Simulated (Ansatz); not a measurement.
## Si (Ia-3), a film clamped to a substrate

The calculation used DFT LDA, scalar-relativistic, plane waves, PAW in Ansatz 0.2.0. Settings: plane waves to 420 eV, k-mesh 8×8×8 (Γ-centred), Gaussian smearing 0.15 eV. No spin polarisation. Energies are free energies at this smearing, counted from the undisturbed cell; pressure is positive in compression.

Reference structure (relaxed at this level; this form isn't the usual structure):

```
CELL_PARAMETERS angstrom
-3.28369 3.28369 3.28369
3.28369 -3.28369 3.28369
3.28369 3.28369 -3.28369
ATOMIC_POSITIONS crystal
Si 0.20448 0.20448 0.20448
Si 0.50000 0.00000 0.29552
Si 0.29552 0.50000 0.00000
Si 0.00000 0.29552 0.50000
Si 0.79552 0.79552 0.79552
Si 0.50000 0.00000 0.70448
Si 0.70448 0.50000 0.00000
Si 0.00000 0.70448 0.50000
```

The cell (8 atoms, V0 = 141.63 Å³) is strained by p along both x and y and by q along z, fractional coordinates fixed. τp = (1/V0) ∂E/∂p = (σxx + σyy)(1 + p)(1 + q) and τq = (1/V0) ∂E/∂q = σzz(1 + p)², with tension positive.

```
     p q  ΔE (meV/atom)  τp (GPa)  τq (GPa)
 0.000   0.000           0.00      0.01      0.00
-0.015   0.000           6.72     -8.27     -1.72
 0.015   0.000           6.24      7.37      1.55
 0.000  -0.015           2.61     -1.71     -3.19
 0.000   0.015           2.51      1.56      2.99
```

Get the second derivatives of the energy density.

Central differences give A = ∂τp/∂p = 522 GPa (C11 + C22 + 2 C12), C = ∂τq/∂q = 206 GPa (C33) and the cross term B = ∂τq/∂p = 109 GPa (C13 + C23); ∂τp/∂q = 109 GPa must equal B, and any difference shows higher-order terms. The ions are clamped. In a cubic crystal C11 = C = 206, C12 = B/2 = 55 GPa and A should be 2(C11 + C12) = 521 GPa; the bulk modulus is (C11 + 2 C12)/3 = 105 GPa.

A film of this crystal grows with z along the normal on a substrate that imposes p. How does its thickness respond, and what does the misfit cost?

Count p and q from the stress-free cell. A free surface needs τq = 0, so q = −(B/C) p = -0.53 p. The energy density left is (A − B²/C) p²/2 = M p², with the biaxial modulus M = 232 GPa; a misfit of 1 % costs 2.56 meV/atom, against 2.88 meV/atom if the thickness were held.

At p = -0.030 the energies along q are 51.9 (q = -0.030), 36.9 (q = -0.015), 28.0 (q = 0.000), 24.8 (q = 0.015), 26.8 (q = 0.030) meV/atom.

Does the linear rule hold at this misfit?

A parabola through the lowest point and its neighbours has its minimum at q = 0.017, 24.7 meV/atom. With the stress left in the starting cell, τp0 and τq0, linear elasticity gives q = −(τq0 + Bp)/C = 0.016 and E = V0(τp0 p + τq0 q + Ap²/2 + Bpq + Cq²/2)/N = 23.0 meV/atom. The two agree within a tenth in energy.

Forces appear on the atoms along this scan, and letting them relax would lower the energy and soften the response. In a metal these slopes depend on the k mesh and the smearing.

Cost: 18 runs of about 11 core-minutes in all, on AMD EPYC (Zen 3) (shared hosts).

Biaxial compression makes the film thicker, but by far less than constant volume would require, so most of the misfit is taken up as a change in density. This follows from C12 being small beside C11. In this dense, distorted tetrahedral form of silicon, directional covalent bonds resist changes in both length and angle, and squeezing the plane pushes only weakly along the normal. Freeing the thickness therefore recovers little of the misfit energy, 2.56 against 2.88 meV/atom at 1 %.

Compression costs more than equal tension in both strain directions, as expected when short-range repulsion stiffens shortened bonds. The same anharmonicity probably explains why the linear estimate at the larger misfit, 23.0 meV/atom, falls below the scanned minimum of 24.7 meV/atom.

The internal coordinate of this structure can change even under uniform compression without breaking symmetry, so 105 GPa is best read as an unrelaxed bulk modulus. These strains do test the tetragonal shear, through C11 − C12, which is positive with the ions clamped; C44, and hence full elastic stability, isn't tested.
